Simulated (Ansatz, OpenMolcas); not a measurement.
A ladder of methods for C3H4F2 (SMILES F/C=C\CF)

C3H4F2: 9 atoms, total charge 0, spin state singlet. As SMILES, `F/C=C\CF`. The shape is that of a PBE0-D4/def2-TZVP optimisation. This is one conformer, not always the lowest.

Each level gives the vertical energy of the triplet above the singlet (eV). The values are calculated.

| level | kind | program | value (eV) |
| --- | --- | --- | --- |
| HF/6-31G* (spherical functions) | Hartree–Fock | OpenMolcas | 3.69 |
| SVWN5/6-31G* (spherical functions) | LDA | Ansatz | 4.79 |
| r2SCAN/6-31G* (spherical functions) | meta-GGA | OpenMolcas | 4.31 |
| B3LYP/6-31G* (Cartesian functions) | global hybrid | OpenMolcas | 4.54 |
| HSE06/6-31G* (spherical functions) | range-separated hybrid | Ansatz | 4.45 |
| wB97X/6-31G* (spherical functions) | range-separated hybrid | Ansatz | 4.56 |
| B2PLYP/6-31G* (spherical functions) | double hybrid | Ansatz | 4.64 |
| RPA@PBE/6-31G* (spherical functions) | RPA | Ansatz | 4.81 |
| MP2/6-31G* (spherical functions) | perturbation theory | Ansatz | 4.87 |

The values span 3.69 to 4.87 eV.

Every level places the singlet well below the triplet, as expected for an isolated C=C bond. The lowest triplet is most probably π→π*: one electron moves from the bonding to the antibonding orbital, and the π bond is lost at a geometry that still favours it. Hartree–Fock gives the smallest gap, 3.69 eV, because it omits the correlation between the opposite-spin electrons of the π pair. That correlation stabilises the singlet more than the triplet, where exchange already keeps the two parallel spins apart.

MP2 restores this correlation and gives the largest gap, 4.87 eV, which suggests that second order somewhat overshoots the differential effect. The hybrids and the double hybrid lie between these limits, but the density functionals show no simple ordering by exact exchange: SVWN5 lies above the hybrids and r2SCAN below them. The vertical gap is not the energy of the relaxed triplet, which in simple alkenes twists about the C=C bond and drops substantially.
